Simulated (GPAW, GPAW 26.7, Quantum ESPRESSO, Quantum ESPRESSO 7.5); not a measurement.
# Notebook: the work function of Sr(111), starting from a single layer of atoms

*Notes of a novice, printed with their mistakes. Don't take the settings or the reasoning as a model; a review follows at the end.*

## Background

The work function is the energy needed to take an electron out of a metal through its surface. For strontium the value I want to reproduce is 2.59 eV. It is tabulated in "Anisotropic work function of elemental crystals" (2019, arXiv:1902.07811), which took it from earlier experiments. The method is not given with the value. The sample was a polycrystal, so many small crystals with different faces showing, while I am going to calculate only one face, the close-packed (111) one. I have written that down, but I will compare with 2.59 eV anyway, since it is the number I have for strontium.

| compared with | measured | method |
| --- | --- | --- |
| work function of the clean Sr(111) face (eV) | 2.59 | compiled from earlier experiments; the method is not given with the … |

Conditions are those given with the value in the passage it was taken from; "not stated" means there, and the paper may say more elsewhere.

## Strategy

I want the work function of clean Sr(111) from a calculation: the energy of the vacuum level minus the Fermi level. The crystal is fcc with a = 6.08 Å, and the full model is a slab of 6 layers with 16 Å of vacuum. My target is to be within 0.1 eV of the table. I chose that because it is a round number and sounds good enough.

I will use PBE because it is the name I have seen most often. I would like to start with something small and make it bigger only if the number comes out wrong. If the first one is right I don't see why I should do the long ones.

System: clean Sr(111) surface; fcc Sr, a = 6.08 A (handbook value rounded to two decimals); symmetric slab of 6 layers, 16 A of vacuum.

## 1. One layer should be enough

The electron leaves through the surface, so I think the atoms underneath can't matter much. One atomic layer is all surface, and it should be quick. I expect something close to 2.59 eV, and then I would be finished today.

**Run 1.** Quantum ESPRESSO 7.5: PBE, GBRV ultrasoft pseudopotentials, one atomic layer.

Key lines of the input:
```
&control
  calculation = 'scf'
/
&system
  ibrav = 0
  nat = 1
  ntyp = 1
  ecutwfc = 40
  ecutrho = 200
  occupations = 'smearing'
  smearing = 'mv'
  degauss = 0.02
/
&electrons
  conv_thr = 1e-07
  mixing_beta = 0.4
  electron_maxstep = 60
  mixing_mode = 'local-TF'
/
ATOMIC_SPECIES
  Sr  87.6200  sr_pbe_v1.uspp.F.UPF
CELL_PARAMETERS angstrom
  4.29920922961421 0.00000000000000 0.00000000000000
  -2.14960461480710 3.72322440903043 0.00000000000000
  0.00000000000000 0.00000000000000 16.00000000000000
ATOMIC_POSITIONS crystal
  Sr  0.000000000000 0.000000000000 0.500000000000
K_POINTS automatic
  12 12 1 0 0 0
```

Command:
```
OMP_NUM_THREADS=1 mpirun -n 4 pw.x -nk 4 -in calc.in > calc.out
```

Selected lines of the output and, marked #, of the analysis:
```
     the Fermi energy is    -0.6925 ev
# read off the planar mean of calc.pot.dat: phi_plus = 2.5401 eV
# read off the planar mean of calc.pot.dat: phi_minus = 2.5404 eV
```

Converged; 13 s on 4 cores of Arm Neoverse V1, shared host (all steps together). Warnings: large negative density.

| quantity | run 1 | measured | deviation |
| --- | --- | --- | --- |
| work function of the clean Sr(111) face (eV) | 2.540 | 2.59 | −0.050 |
| lattice constant a used for the slab (Å) | 6.080 |  |  |

2.540 eV, only 0.05 eV below the table and inside my 0.1 eV. The two sides of the layer give 2.5401 and 2.5404 eV, and since they agree so well I take the number as accurate. So the work function really does come from the top layer, as I thought. There was a warning about a large negative density, but the run converged, so I left it alone.

## 2. A proper slab, with more smearing

I could stop here, but a picture with one layer of atoms looks a bit poor in a report, so I will do the slab once as well. I have read that metals need smearing to converge. If some smearing helps, more should help more, so I am raising it from 0.02 to 0.2 Ry. I expect about the same work function, perhaps with the last 0.05 eV gone.

**Run 2.** Quantum ESPRESSO 7.5: PBE, GBRV ultrasoft pseudopotentials, bulk-cut slab, degauss 0.2 Ry.

Key lines of the input, as changed from run 1:
```diff
  &system
-   nat = 1
+   nat = 6
-   smearing = 'mv'
-   degauss = 0.02
+   smearing = 'gauss'
+   degauss = 0.2
  CELL_PARAMETERS angstrom
-   0.00000000000000 0.00000000000000 16.00000000000000
+   0.00000000000000 0.00000000000000 33.55144818336463
  ATOMIC_POSITIONS crystal
-   Sr  0.000000000000 0.000000000000 0.500000000000
+   Sr  0.000000000000 0.000000000000 0.238439782300
+   Sr  0.333333333300 0.666666666700 0.343063869400
+   Sr  0.666666666700 0.333333333300 0.447687956500
+   Sr  0.000000000000 0.000000000000 0.552312043500
+   Sr  0.333333333300 0.666666666700 0.656936130600
+   Sr  0.666666666700 0.333333333300 0.761560217700
```

Selected lines of the output and, marked #, of the analysis:
```
total energy              =    -421.60203066 Ry
     the Fermi energy is     1.7503 ev
!    total energy              =    -421.60203067 Ry
# read off the planar mean of calc.pot.dat: phi_plus = 3.5735 eV
# read off the planar mean of calc.pot.dat: phi_minus = 3.5758 eV
```

Converged; 5.4 min on the same hardware (all steps together). Warnings: large negative density.

| quantity | run 2 | measured | deviation |
| --- | --- | --- | --- |
| work function of the clean Sr(111) face (eV) | 3.573 | 2.59 | +0.983 |
| lattice constant a used for the slab (Å) | 6.080 |  |  |

3.573 eV, which is 0.983 eV too high. I did not expect that from a slab that looks much more like a real crystal than my single layer did. The total energy hardly moves in the last steps, and the two sides agree again, to about 0.002 eV, so the run looks tidy. My guess is that the program has settled into a wrong solution and then stayed there. The same warning about a large negative density came up, and this time I blame it for the bad number.

## 3. Pushing the program out of its solution

I am going back to the smearing of the single layer, because that run gave a good number, and I am changing the mixing. mixing_beta was 0.4, which I understand as taking only 40 % of the new density at each step. With 0.95 it should take nearly all of it and not get stuck. I am also setting plain mixing with one step of history, so that it doesn't keep remembering the wrong density. I expect it to be faster and to come down to around 2.5 eV.

**Run 3.** Quantum ESPRESSO 7.5: PBE, GBRV ultrasoft pseudopotentials, bulk-cut slab, plain mixing, mixing_beta 0.95, one step of history.

Key lines of the input:
```
&control
  calculation = 'scf'
/
&system
  ibrav = 0
  nat = 9
  ntyp = 1
  ecutwfc = 40
  ecutrho = 200
  occupations = 'smearing'
  smearing = 'mv'
  degauss = 0.02
/
&electrons
  conv_thr = 1e-07
  mixing_beta = 0.95
  electron_maxstep = 50
  mixing_mode = 'plain'
  mixing_ndim = 1
/
ATOMIC_SPECIES
  Sr  87.6200  sr_pbe_v1.uspp.F.UPF
CELL_PARAMETERS angstrom
  4.29920922961421 0.00000000000000 0.00000000000000
  -2.14960461480710 3.72322440903043 0.00000000000000
  0.00000000000000 0.00000000000000 44.08231709338340
ATOMIC_POSITIONS crystal
  Sr  0.666666666700 0.333333333300 0.181478663700
  Sr  0.000000000000 0.000000000000 0.261108997800
  ... 3 more lines ...
  Sr  0.333333333300 0.666666666700 0.579630334100
  Sr  0.666666666700 0.333333333300 0.659260668100
  Sr  0.000000000000 0.000000000000 0.738891002200
  Sr  0.333333333300 0.666666666700 0.818521336300
K_POINTS automatic
  12 12 1 0 0 0
```

Selected lines of the output:
```
c_bands:  1 eigenvalues not converged
     total energy              =    -572.70350756 Ry
     total energy              =    -626.99558173 Ry
     total energy              =    -604.09637382 Ry
     total energy              =    -292.68704338 Ry
     total energy              =    -173.33191802 Ry
     total energy              =      38.10755203 Ry
     total energy              =    1056.58235897 Ry
     c_bands:  5 eigenvalues not converged
```

Cut off at its time limit; 20 min on the same hardware. Warnings: limit 1200 s.

No work function this time. The run was cut off after 20 minutes, and the total energy went from about −573 Ry to +1057 Ry with a lot of jumping in between. The slab had nine layers here instead of six, so I suppose it was too big and needed more time to calm down. I still think 0.95 was a sensible value, because the single layer converged in seconds and it is the same metal. To me it looks as if Quantum ESPRESSO just can't handle strontium slabs: one gave a number far too high and the other gave nothing.

## 4. Trying another program

I am changing to GPAW, still with PBE and with six layers. It can use atomic orbitals as a basis, and I am taking szp, the smallest set, with a 4×4 mesh so that I don't run out of time again. Strontium is made of atoms, so atomic orbitals ought to suit it. I expect something near the 2.540 eV of the single layer, and if it comes out like that I will know that the other program was the problem.

**Run 4.** GPAW 26.7: PBE, atomic-orbital basis szp, bulk-cut slab of 6 layers at the handbook lattice constant, 4x4 mesh.

Key lines of the input:
```
slab.calc = GPAW(mode='lcao', basis='szp(dzp)', h=0.2, xc='PBE', kpts={'size': (4, 4, 1), 'gamma': True},
                 occupations={'name': 'fermi-dirac', 'width': 0.1}, nbands='220%',
                 convergence={'density': 0.0001}, maxiter=150,
                 symmetry={'tolerance': 1e-3}, txt='slab.txt')
below, above = np.interp([low - 6.5, high + 6.5], z, v)
```

Command:
```
OMP_NUM_THREADS=1 OPENBLAS_NUM_THREADS=1 python run.py
```

Selected lines of the output:
```
energy -8.3073 eV, Fermi level 1.2640 eV, dipole 0.00002 e A
potential 6.5 A off the faces, from the Fermi level: lower 2.7109 eV, upper 2.7109 eV
```

Converged; 3.8 min on 1 core of Intel Xeon Platinum 8488C (Sapphire Rapids), shared host.

| quantity | run 4 | measured | deviation |
| --- | --- | --- | --- |
| work function of the clean Sr(111) face (eV) | 2.711 | 2.59 | +0.121 |
| lattice constant a used for the slab (Å) | 6.080 |  |  |

2.711 eV, which is 0.121 eV too high and just misses my 0.1 eV. It is still far better than the 3.573 eV from the other program, so I take it that Quantum ESPRESSO was the problem. Both faces give 2.7109 eV here, while the two sides of the earlier slab differed slightly, and to me that also says GPAW is the more exact program. It is not as near to 2.540 eV as I had hoped, but it is a sensible number at last.

## 5. The next basis up

I only need to lose about 0.02 eV to be inside my target. The next larger basis is dzp, so I am changing szp to that and leaving the 4×4 mesh alone, because it worked. A bigger basis should move the number a little towards the table, and if it lands within 0.1 eV I will write that one down and finish.

**Run 5.** GPAW 26.7: PBE, atomic-orbital basis dzp, bulk-cut slab of 6 layers at the handbook lattice constant, 4x4 mesh.

Key lines of the input, as changed from run 4:
```diff
- slab.calc = GPAW(mode='lcao', basis='szp(dzp)', h=0.2, xc='PBE', kpts={'size': (4, 4, 1), 'gamma': True},
+ slab.calc = GPAW(mode='lcao', basis='dzp', h=0.2, xc='PBE', kpts={'size': (4, 4, 1), 'gamma': True},
```

Selected lines of the output:
```
energy -8.5993 eV, Fermi level 1.2770 eV, dipole 0.00013 e A
potential 6.5 A off the faces, from the Fermi level: lower 2.6601 eV, upper 2.6600 eV
```

Converged; 5.4 min on the same hardware.

| quantity | run 5 | measured | deviation |
| --- | --- | --- | --- |
| work function of the clean Sr(111) face (eV) | 2.660 | 2.59 | +0.070 |
| lattice constant a used for the slab (Å) | 6.080 |  |  |

2.660 eV, 0.070 eV above the table, so it is inside my 0.1 eV. The larger basis took off about 0.05 eV, in the direction I wanted. The two faces give 2.6601 and 2.6600 eV, which I take to mean that the result is good to about the last digit. There are bigger settings I could try, but the number is right now and changing something might spoil it again. I am writing down 2.660 eV as my work function for Sr(111) and finishing here.

## Results at a glance

| run | settings | work function of the clean Sr(111) face (eV) | deviation | cost | status |
| --- | --- | --- | --- | --- | --- |
| 1 | Quantum ESPRESSO: PBE, GBRV ultrasoft pseudopotentials, one atomic layer | 2.540 | −0.050 | under 1 core-min |  |
| 2 | Quantum ESPRESSO: PBE, GBRV ultrasoft pseudopotentials, bulk-cut slab, degauss 0.2 Ry | 3.573 | +0.983 | 22 core-min |  |
| 3 | Quantum ESPRESSO: PBE, GBRV ultrasoft pseudopotentials, bulk-cut slab, plain mixing, mixing_beta 0.95, one step of history | – |  | 80 core-min | cut off at its time limit |
| 4 | GPAW: PBE, atomic-orbital basis szp, bulk-cut slab of 6 layers at the handbook lattice constant, 4x4 mesh | 2.711 | +0.121 | 3.8 core-min |  |
| 5 | GPAW: PBE, atomic-orbital basis dzp, bulk-cut slab of 6 layers at the handbook lattice constant, 4x4 mesh | 2.660 | +0.070 | 5.4 core-min |  |
|  | measured | 2.59 |  |  |  |

## Closing entry

My result for Sr(111) is 2.660 eV, against 2.59 eV in the table. That is 0.070 eV too high and inside the 0.1 eV I set at the start, so I count the work function as reproduced.

The single layer was even closer, at 2.540 eV. I am keeping the GPAW number for the report because it comes from a real slab, but to me the two together show that the top layer decides nearly everything. The table value is for a polycrystal and I only did one face. Since the numbers agree, I don't think the face makes much difference for strontium.

The two Quantum ESPRESSO slabs I am leaving out. One gave 3.573 eV and the other never finished, and I put both down to the program. What I take from this is to change to another program early when a slab goes wrong, and to stop once the number is right. Next time I would start with GPAW and the dzp basis and save myself the rest.

## Reviewer's comments

Further runs made for the review:

| reviewer's run | settings | work function of the clean Sr(111) face (eV) | deviation | cost | status |
| --- | --- | --- | --- | --- | --- |
| R1 | Quantum ESPRESSO: PBE, GBRV ultrasoft pseudopotentials, bulk-cut slab at the handbook lattice constant, 6 layers, 16 A vacuum, 12x12 mesh, cold smearing 0.02 Ry | 2.667 | +0.077 | 7.9 core-min | warnings: large negative density |
| R2 | Quantum ESPRESSO: PBE, GBRV ultrasoft pseudopotentials, bulk-cut slab, with 9 layers (base case: bulk-cut slab at the handbook lattice constant; 6 layers, 16 A vacuum, 12x12 mesh, cold smearing 0.02 Ry) | 2.660 | +0.070 | 18 core-min | warnings: large negative density |
| R3 | GPAW: PBE, plane waves 450 eV, bulk-cut slab of 6 layers at the handbook lattice constant, 6x6 mesh | 2.722 | +0.132 | 3.5 core-min |  |
| R4 | Quantum ESPRESSO: PBE, GBRV ultrasoft pseudopotentials, bulk cell relaxed first, slab built at that lattice constant and its surface layers relaxed, 6 layers, 16 A vacuum, 12x12 mesh, cold smearing 0.02 Ry | 2.652 | +0.062 | 38 core-min | warnings: WARNING: bfgs curvature condition failed, Theta= 0.833; WARNING: bfgs curvature condition … |
|  | measured | 2.59 |  |  |  |

The notebook rightly notes that the table value is for a polycrystal while the model is one face. The 0.1 eV target, however, was chosen for its roundness. Faces of simple metals differ by roughly 0.1 to 0.2 eV, so meeting it proves little. PBE is a reasonable choice, though familiarity is no reason for it.

Run 1 has no bulk beneath its surface. The six-layer slab R1, with the same program, functional and smearing, gives 2.667 eV, so the single layer is 0.127 eV too low for PBE and lands near the table by chance. Its two sides agree because the layer is symmetric, which says nothing about accuracy. The negative-density warning deserved a check, but it also appears in R1 and so doesn't explain run 2's bad number.

Run 2's fault is the smearing. The width is in Ry, so 0.2 means about 2.7 eV, as large as the work function itself. Smearing helps a metal converge, but more isn't better. The program didn't settle into a wrong solution; it properly solved a badly posed problem. R1, with cold smearing of 0.02 Ry, removes the large error for 7.9 core-minutes, against 22 for run 2.

Run 3 rightly restores the smearing, but strong plain mixing with almost no history makes charge slosh along the slab. Energy jumps of hundreds of Ry were the sign to stop, not to wait. The single layer was no evidence for 0.95, since it used 0.4 and local-TF mixing. R2, also with nine layers, converges to 2.660 eV in 18 core-minutes, against 80 spent here. Neither the slab's size nor Quantum ESPRESSO was to blame.

Run 4 therefore doesn't show that changing program was the cure, and its equal faces again show symmetry, not a more exact program. Being made of atoms doesn't make strontium suit a small basis: electrons spilling into the vacuum are hard to describe with few atomic orbitals. Nor is szp the smallest set, since sz leaves out its polarisation functions. The single layer was also the wrong yardstick.

Run 5 sensibly changes only the basis, but a better basis should approach the PBE answer, not the table. GPAW with plane waves and a 6×6 mesh, R3, gives 2.722 eV for 3.5 core-minutes. That is 0.062 eV above run 5, while R1 gives 2.667 eV, close to run 5. R3 changes basis and mesh together, so the gap can't be pinned on either. But with sound PBE settings this far apart, two equal faces don't make run 5 good to the last digit. Stopping once the number looked right left that untested.

The closing entry rightly prefers a slab to the single layer, but their similar values don't show that the top layer decides nearly everything. Nor can one calculated face show that faces hardly differ. The lesson is to test settings, not to change programs or stop at agreement.

I rely most on R4, because it relaxes both the bulk cell and the surface: 2.652 eV, 0.062 eV above the table. Sound PBE simulation thus matches the measurement to about 0.1 eV. The remaining excess is unexplained, but its sign is plausible: a close-packed face usually has a higher work function than a polycrystal's average. Contamination of so reactive a metal could also have affected the measured value.

[Logs are printed without paths, hosts, clocks, repeated set-up lines and the standing remarks that a program may print on its own settings, such as how far it seeks lower states.]

[The runs shown are a pick from a larger set of finished runs; failed, doubtful and other runs were left out of it ahead of writing. So were measured values far from every level or from commonly accepted values, and agreement can look better than it is. Lines of input and output are excerpts and may be shortened.]
